\section*{Image forces on dislocations and the escape depth of a screw in a silicon foil}

A dislocation near a free surface lowers its elastic energy by moving towards it, and the resulting pull is called the image force. In silicon the lattice resists glide strongly, so only lines within some depth $d^*$ of the surface escape. This depth decides whether a heated microscope lamella still shows the dislocations of the wafer it came from.

The system is a (001) foil of thickness $h=100$~nm with a long straight screw parallel to the surfaces. Line and Burgers vector $\frac{a}{2}[1\bar10]$ lie along $z$, depth is measured along $x$, and $y$ lies in the surface. A force per unit length $f_x>0$ points away from the surface at $x=0$. Note that $1~\mathrm{GPa\,nm}=1$~N/m. Lattice friction is first modelled as a threshold $\tau_f$ on the resolved shear stress. We assume $\tau_f=50$~MPa as an illustrative value for a short anneal near 500~$^\circ$C, and examine that choice at the end.

\subsection*{1. Estimate by hand}

A screw in an isotropic solid of shear modulus $\mu$ produces a shear stress $\mu b/2\pi r$ at distance $r$. A free surface carries no traction. A fictitious screw of opposite sign at the mirror position cancels the traction, as an image charge does in electrostatics. It sits $2d$ away, so the real line feels $\tau=\mu b/4\pi d$, and opposite screws attract. The line escapes where this exceeds $\tau_f$. With $\mu\approx70$~GPa, $b\approx0.4$~nm and $4\pi\approx12.5$,
\begin{equation}
d_{\rm est}=\frac{\mu b}{4\pi\tau_f}\approx\frac{28~\mathrm{N/m}}{0.625~\mathrm{GPa}}=44.8~\mathrm{nm}\approx45~\mathrm{nm}.
\end{equation}
Applied to both surfaces, this says that 90 per cent of the thickness is swept clean.

\subsection*{2. Careful calculation}

\paragraph{Screw at a welded interface.} Let isotropic medium 1 fill $x>0$ and medium 2 fill $x<0$, with the screw at $(d,0)$. The only displacement is $u=u_z(x,y)$. It is harmonic, and $\sigma_{xz}=\mu\,\partial_xu$, $\sigma_{yz}=\mu\,\partial_yu$. With $\theta(X,Y)$ the polar angle, try, up to constants,
\begin{equation}
u_1=\frac{b}{2\pi}\left[\theta(x-d,y)+\kappa\,\theta(x+d,y)\right],\qquad
u_2=\frac{b}{2\pi}\,T\,\theta(x-d,y).
\end{equation}
Use $\partial_x\theta=-Y/(X^2+Y^2)$ and $\partial_y\theta=X/(X^2+Y^2)$ at $x=0$. Welding makes $u$, and hence $\partial_yu$, continuous, which gives $1-\kappa=T$. Continuity of $\sigma_{xz}$ gives $\mu_1(1+\kappa)=\mu_2T$. Therefore $\kappa=(\mu_2-\mu_1)/(\mu_1+\mu_2)$. The Peach--Koehler force on a screw is $f_x=b\sigma_{yz}$, $f_y=-b\sigma_{xz}$, evaluated with the image field alone. At $(d,0)$ that field has $\sigma_{xz}=0$ and $\sigma_{yz}=\mu_1\kappa b/(2\pi\cdot2d)$, so
\begin{equation}
f_x=\frac{\mu_1b^2}{4\pi d}\,\frac{\mu_2-\mu_1}{\mu_1+\mu_2}.
\label{eq:interface}
\end{equation}
A stiffer neighbour repels and a softer one attracts. A free surface is the case $\mu_2=0$, with $f_x=-\mu b^2/4\pi d$.

\paragraph{Any character at a free surface.} For an edge the mirror image alone leaves traction on the surface, but an energy argument gives the force. Create the dislocation by a cut from the surface to the line. The source is a strip of width $d$, its far stress falls as $1/r^2$, and the energy $W$ outside a core radius $r_0$ converges. It can then depend only on $d/r_0$. Close to the core the field is that of the infinite crystal, which stores $Kb^2/4\pi$ per unit of $\ln r$, where $K$ is the energy factor. Hence, for $r_0\ll d$,
\begin{equation}
W=\frac{Kb^2}{4\pi}\ln\frac{d}{r_0}+\text{const},\qquad f_x=-\frac{dW}{dd}=-\frac{Kb^2}{4\pi d},\qquad f_y=0.
\label{eq:free}
\end{equation}
The last statement holds because a shift along the surface leaves $W$ unchanged. In isotropic elasticity $K=\mu$ for a screw and $K=\mu/(1-\nu)$ for an edge, with $\nu$ Poisson's ratio. An edge is thus attracted by $\mu b^2/[4\pi(1-\nu)d]$ for any direction of $\mathbf b$ in the $xy$ plane. The argument also holds in an anisotropic crystal (Barnett and Lothe, 1974), where $K$ depends on the directions of the line and of $\mathbf b$.

\paragraph{The modulus for silicon.} The compiled constants are $C_{11}=165.64$, $C_{12}=63.94$ and $C_{44}=79.51$~GPa (Oses 2018). The plane normal to $[1\bar10]$ is a mirror plane, so the screw still has only $u_z$. With $x\parallel[001]$ and $y\parallel[110]$,
\begin{equation}
\sigma_{xz}=C_{44}\,\partial_xu,\qquad \sigma_{yz}=C'\,\partial_yu,\qquad C'=\tfrac12(C_{11}-C_{12})=50.85~\mathrm{GPa}.
\end{equation}
Equilibrium reads $C_{44}\partial_x^2u+C'\partial_y^2u=0$. The substitution $y'=y\sqrt{C_{44}/C'}$ turns it into Laplace's equation, leaves all depths unchanged, and gives $\sigma_{yz}=K\,\partial_{y'}u$ with
\begin{equation}
K=\sqrt{C_{44}C'}=63.59~\mathrm{GPa}.
\end{equation}
Every free-surface result for the screw carries over with $\mu\to K$. Equation~\eqref{eq:interface} also holds with $\mu_1\to K$ against an isotropic medium. A Fourier component $e^{iky}$ decays in silicon as $\exp(-|k|x\sqrt{C'/C_{44}})$, so its traction per displacement is $K|k|$, against $\mu_2|k|$ on the other side. With the approximate lattice parameter $a=0.5431$~nm, $b=a/\sqrt2=0.384$~nm and $Kb=24.4$~N/m.

\paragraph{Resolving on the glide plane.} The force is normal to the surface, but the line glides on a $\{111\}$ plane. Both planes containing $[1\bar10]$, namely $(111)$ and $(11\bar1)$, are inclined at $54.7^\circ$ to (001), so cross-slip between them offers no steeper path. On (111) the line moves along $[11\bar2]/\sqrt6$, and its depth changes by $s=2/\sqrt6=0.816$ per unit path. The resolved stress is $\tau=s|f_x|/b$. With $Kbs=19.94$~N/m, a half-space gives
\begin{equation}
d_\infty=\frac{Kbs}{4\pi\tau_f}=31.7~\mathrm{nm}.
\end{equation}

\paragraph{The second surface.} Surfaces at $x=0$ and $x=h$ reflect each other's images. Images of the same sign lie at $d+2nh$ ($n\neq0$) and cancel in pairs. Images of opposite sign lie at $-d+2nh$, each contributing $-Kb^2/[2\pi(2d-2nh)]$. Summing $n$ and $-n$ together,
\begin{equation}
f_x=-\frac{Kb^2}{4\pi}\left[\frac1d+\sum_{n=1}^{\infty}\frac{2d}{d^2-n^2h^2}\right]=-\frac{Kb^2}{4h}\cot\frac{\pi d}{h}.
\label{eq:foil}
\end{equation}
The order of summation matters for such a slowly converging series. The closed form confirms this one. With $\zeta=x+iy'$,
\begin{equation}
u=\frac{b}{2\pi}\,\arg\frac{\sin[\pi(\zeta-d)/2h]}{\sin[\pi(\zeta+d)/2h]}
\end{equation}
has $\partial_xu=0$ on both surfaces and tends to constants as $y'\to\pm\infty$, so the foil carries no remote load. The denominator gives $\partial_{y'}u=-(b/4h)\cot(\pi d/h)$ at the line, and the non-singular part of the numerator gives nothing there. Equation~\eqref{eq:foil} reduces to Eq.~\eqref{eq:free} for $d\ll h$ and vanishes at the midplane, an unstable equilibrium.

\paragraph{Escape depth.} The resolved stress is $\tau(d)=\tau_0\cot(\pi d/h)$ with $\tau_0=Kbs/4h=49.8$~MPa. Setting $\tau=\tau_f$,
\begin{equation}
d^*=\frac{h}{\pi}\arctan\frac{\tau_0}{\tau_f}=\frac{100~\mathrm{nm}}{\pi}\arctan(0.997)=25~\mathrm{nm}.
\label{eq:dstar}
\end{equation}
In this model the outer quarter on each side empties and the central 50 per cent keeps its screws.

\paragraph{Films on the silicon.} For thick films, use Eq.~\eqref{eq:interface} with $\mu_1=K$. A typical shear modulus of 31~GPa for SiO$_2$ gives $\kappa=-0.34$, an attraction about one third of the free-surface value. The half-space depth for reaching a thick oxide falls from 31.7 to 11~nm. A typical 110~GPa for silicon nitride gives $\kappa=+0.27$, a repulsion. A film much thinner than $d$ behaves differently, since the line then mainly sees the free surface beyond it.

\subsection*{3. Why the two differ}

The careful depth is 0.557 of the estimate. Since $\tau_0/\tau_f=\pi d_\infty/h$, Eq.~\eqref{eq:dstar} is $d^*=d_\infty\arctan(q)/q$ with $q=\pi d_\infty/h$, and the ratio separates exactly into four factors.

\begin{center}
\begin{tabular}{lcc}
\hline
step & factor & depth (nm)\\
\hline
hand estimate & & 44.8\\
unrounded $\mu_V$, $b$ and $4\pi$ & 0.928 & 41.6\\
anisotropy, $\mu_V\to K$ & 0.935 & 38.9\\
inclined glide plane, $s$ & 0.816 & 31.7\\
second surface, $\arctan(q)/q$ & 0.786 & 25\\
\hline
\end{tabular}
\end{center}

\emph{Rounding.} The 70~GPa stands for the Voigt average $\mu_V=(C_{11}-C_{12}+3C_{44})/5=68.0$~GPa. That rounding, $b=0.4$~nm and $4\pi\approx12.5$ all happen to raise the estimate.

\emph{Anisotropy.} $\mu_V$ is an arithmetic mean that weights the stiff $C_{44}$ by $3/5$. The screw loads $C_{44}$ and the soft $C'$ on an equal footing, and its field distorts to shed energy, which yields the lower geometric mean.

\emph{Geometry.} The estimate let the line move straight to the surface. On the inclined plane it must travel $1/s$ per unit of depth, so the same energy gain is spread over a longer path. This factor depends on the wafer orientation, not on the friction.

\emph{Second surface.} At $d=h/4$ the bracket in Eq.~\eqref{eq:foil} is $(1/d)(1-\frac13+\frac15-\cdots)=(1/d)(\pi/4)$. The far surface pulls back with a third of the near force, and further reflections restore part of it, leaving 0.785 of the half-space force. Treating the surfaces as independent is safe only for $q\ll1$, where $\arctan(q)/q\approx1-q^2/3$. Here $q\approx1$.

The last two factors make up 76 per cent of the logarithm of the ratio, so the gap comes mainly from geometry that the estimate omitted. All four factors lie below one and nothing cancels. The practical quantity, the retained fraction $1-2d/h$, is a small difference in the estimate and magnifies the gap to 10 against 50 per cent.

\paragraph{Terms still neglected.} Three corrections are small beside this gap. First, the stiffnesses near 500~$^\circ$C are typically about 3 per cent below their room-temperature values. Since $\partial\ln d^*/\partial\ln K=q/[(1+q^2)\arctan q]=0.64$, the depth drops by about 2 per cent. Second, a screw gliding at high temperature is split into two partials, typically $w\approx6$~nm apart. The term linear in $w$ vanishes by symmetry about the centre, leaving a relative change of order $(w/2d^*)^2=0.014$. Third, a native oxide of thickness $a_{\rm ox}\ll d$ adds a surface traction $\mu_2a_{\rm ox}k^2u$, the same as extra silicon of thickness $a_{\rm ox}\mu_2/C'$. For a typical 2~nm this is 1.2~nm per side, and $d^*$ measured from the oxide interface becomes 24~nm. Two figures are all that the 25~nm supports.

\paragraph{The friction is the dominant uncertainty.} Halving or doubling $\tau_f$ gives 35 or 15~nm, a spread as large as the gap between estimate and calculation. Moreover, hot silicon has no sharp threshold, because glide proceeds by thermally activated kinks. A typical law for screws in pure silicon is $v=M\tau$ with $M=M_0e^{-Q/k_BT}$, $M_0\approx3.5\times10^4$~m\,s$^{-1}$MPa$^{-1}$ and $Q\approx2.35$~eV. It is normally applied at roughly 600 to 800~$^\circ$C and at lower stress, so its use here is an extrapolation. At 773~K it gives $M=0.0167$~nm\,s$^{-1}$MPa$^{-1}$, or 0.83~nm/s at 50~MPa. The depth obeys $\dot d=-sM\tau_0\cot(\pi d/h)$, and integration from $d_0$ to the surface gives
\begin{equation}
t_{\rm esc}=-t_0\ln\cos\frac{\pi d_0}{h},\qquad t_0=\frac{h}{\pi sM\tau_0}=47~\mathrm{s}.
\end{equation}
A line starting at 25~nm leaves in 16~s, and a 60~s hold clears 41~nm. The assumed 50~MPa therefore stands for a hold of about a quarter of a minute under this law. A true threshold appears when oxygen or nitrogen has collected on the core, where release stresses of tens of MPa are typical, and Eq.~\eqref{eq:dstar} then applies with that stress as $\tau_f$. Real segments are also finite and held by their ends or by pinning points, which makes them escape from less depth than the infinite straight line.

At room temperature the friction is typically of order 1.5 to 4~GPa. The model depth is then 1.1 to 0.4~nm, or 2.8 to 1.0 Burgers vectors, and the second surface changes it by less than 0.1 per cent. At such depths the condition $r_0\ll d$ fails, and core and oxide corrections are as large as the result. The safe conclusion is that an unheated silicon foil loses screws only from about its outermost nanometre, whereas the 25~nm for the hot foil is the model's value for an assumed 50~MPa and moves with temperature, hold time and impurity content.